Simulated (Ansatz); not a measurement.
Relative energies of C2H8InN isomers

3 of its isomers, all singlets with charge 0: A = `[CH3][In]([CH3])[NH2]`; B = `C[N](C)[InH2]`; C = `C[CH2][InH][NH2]`.

Shapes, held fixed at every level: PBE0-D4/def2-TZVP. Flexible molecules stand in one conformer, not always the lowest. Programs: Ansatz 0.2.0.

A:

```xyz
12

C    -0.7040    1.7604   -0.9492
In   -0.0314   -0.0594   -0.0258
C     1.4870   -0.4187    1.4515
N    -0.9927   -1.7213   -0.6562
H     0.1237    2.2590   -1.4564
H    -1.0982    2.4454   -0.1963
H    -1.4877    1.5496   -1.6773
H     1.1596   -0.0447    2.4237
H     1.6855   -1.4874    1.5386
H     2.4133    0.0942    1.1881
H    -1.7445   -1.7266   -1.3255
H    -0.8104   -2.6505   -0.3152
```

B:

```xyz
12

C    -0.2717    1.3566   -0.3339
N    -0.0107   -0.0207   -0.0133
C     0.9231   -0.1635    1.0709
In   -0.8618   -1.5783   -0.9752
H    -0.9819    1.4403   -1.1599
H    -0.6927    1.9034    0.5247
H     0.6468    1.8885   -0.6287
H     0.5556    0.3151    1.9926
H     1.1066   -1.2168    1.2957
H     1.8940    0.3018    0.8378
H    -1.9365   -1.1184   -2.2254
H    -0.3708   -3.1081   -0.3853
```

C:

```xyz
12

C    -1.3243   -0.8614   -0.2962
C    -0.0630   -1.2141    0.4806
In    1.3860    0.3822    0.5345
N     0.7809    2.0194   -0.4763
H    -1.1037   -0.6157   -1.3385
H    -1.8379    0.0026    0.1337
H    -2.0400   -1.6905   -0.3049
H    -0.3009   -1.4805    1.5145
H     0.4284   -2.0924    0.0519
H     2.9351    0.5332    1.2600
H     1.3155    2.8671   -0.5665
H    -0.0991    2.0950   -0.9587
```

Electronic energies in kJ/mol, without zero-point or thermal terms.

```csv
level,kind,B − A,C − A
HF/def2-SVP,Hartree–Fock,+73.9,+25.1
HF/def2-TZVPP,Hartree–Fock,+103.5,+32.6
r2SCAN-D4/def2-TZVPP,meta-GGA,+109.4,+36.0
B3LYP-D4/def2-TZVPP,global hybrid,+104.9,+34.9
PBE0-D4/def2-TZVPP,global hybrid,+106.7,+34.0
wB97M-V/def2-TZVPP,range-separated hybrid,+112.7,+36.3
wB97X-V/def2-TZVPP,range-separated hybrid,+105.7,+33.8
CCSD(T)/def2-TZVPP,coupled cluster or CI,+114.7,+39.1
```

The highest level, CCSD(T)/def2-TZVPP, puts A lowest of these. All levels agree on that. The B − A difference spans +73.9 to +114.7 kJ/mol over the levels. For atoms past krypton def2 sets carry core potentials with scalar relativity. Outer-core shells of In are correlated, in sets that cover them unevenly.

Every level gives the order A < C < B, with C at +39.1 and B at +114.7 kJ/mol above A in the coupled-cluster result. All three isomers keep a three-coordinate In(III) centre with one In–N bond, so the weak donation from the nitrogen lone pair into the empty In 5p orbital probably contributes little to the order.

The main difference lies in the other bonds. Going from A to B exchanges two In–C and two N–H bonds for two In–H and two C–N bonds, and the loss of the strong, polar N–H bonds probably dominates. C keeps the NH2 group and exchanges one In–C and one C–H bond for In–H and C–C, a milder penalty.

In Hartree–Fock, the larger basis raises B − A from +73.9 to +103.5 kJ/mol, so the low first value owes much to the small basis rather than to missing correlation alone. The order applies to isolated monomers; amide bridging between indium centres, common in such compounds, could change the spacings.
